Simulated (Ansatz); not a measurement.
# A series in volume ratio on SnW₃

All results are calculated (Ansatz 0.2.0). Plane-wave density functional theory, PAW datasets, Gaussian smearing 0.05 eV: equation of state, the given cell scaled in volume with shape and atoms relaxed at each volume.

The cell before it is scaled or strained (space group Pm-3m, No. 221):
```
SnW3
1.0
      4.0514     0.0000     0.0000
      0.0000     4.0514     0.0000
      0.0000     0.0000     4.0514
W Sn
3 1
Direct
  0.00000 0.50000 0.50000
  0.50000 0.50000 0.00000
  0.50000 0.00000 0.50000
  0.00000 0.00000 0.00000
```

Settings of every row: paw set soft_2; functional PBEsol; spin treatment none; moment partition spheres; spin axis none; wave cutoff 420 eV; k mesh 8x8x8; symmetry use detected.

Atom hubbard u: 0 on all atoms.

Limits: no spin-orbit coupling, which can matter with elements this heavy; the cell comes from a prototype or a list of computed structures and needn't be the stable phase.

```csv
row,volume ratio,V (Å³/atom),pressure (GPa),energy above given cell (meV per atom)
1,0.96,15.959,11.243,22.36
2,0.98,16.292,5.335,5.37
3,1,16.624,0.027,0
4,1.02,16.957,?,?
5,1.04,17.289,-9.032,19.58
```

Question: what pressure and energy above given cell should row 4 give?

Worked fit of pressure. Take u = (V_r/V)^(2/3) − 1 with V_r = 16.458 Å³ an atom, which is twice the finite (Eulerian) strain; such expansions in the strain, on which the Birch-Murnaghan equation of state is built, carry the rest volume and the bulk modulus. The shown rows have u = 0.02074, 0.00678, -0.00667, -0.03231. Least squares give pressure = 2.6116 + 394.372 × u + 1052.16 × u² GPa; a straight line predicts inner rows, each left out in turn, worse (root mean square 0.46 against 0.0024 GPa). The rows lie off it by 0.000, 0.001, -0.001, 0.000. The pressure vanishes at u = -0.0067, or V = 16.63 Å³ an atom, and there the bulk modulus with shape and atoms relaxed is B = −V dP/dV = (2/3)(1 + u) dP/du = 252 GPa. The withheld row has u = -0.01972, so the fit gives 2.6116 + 394.372 × (-0.01972) + 1052.16 × (-0.01972)² = -4.756 GPa.

The calculation gave -4.746 GPa. The fit lies 0.010 GPa (0.049 % of the column's range) below it; its largest miss of a shown row is 0.001 GPa.

Worked fit of energy above given cell. Take u = (V_r/V)^(2/3) − 1 with V_r = 16.458 Å³ an atom, which is twice the finite (Eulerian) strain; such expansions in the strain, on which the Birch-Murnaghan equation of state is built, carry the rest volume and the bulk modulus. The shown rows have u = 0.02074, 0.00678, -0.00667, -0.03231. Least squares give energy above given cell = 1.317 + 396.88 × u + 29778.6 × u² meV per atom; a straight line predicts inner rows, each left out in turn, worse (root mean square 13 against 0.014 meV per atom). The rows lie off it by 0.00, -0.01, 0.01, 0.00. Its lowest point lies at u = -0.0067, or V = 16.62 Å³ an atom, and the curvature there gives the bulk modulus with shape and atoms relaxed, B = (4/9)(1 + u)² E″(u)/V = 252 GPa. The withheld row has u = -0.01972, so the fit gives 1.317 + 396.88 × (-0.01972) + 29778.6 × (-0.01972)² = 5.07 meV per atom.

The calculation gave 5.1 meV per atom. The fit lies 0.03 meV per atom (0.13 % of the column's range) below it; its largest miss of a shown row is 0.01 meV per atom.
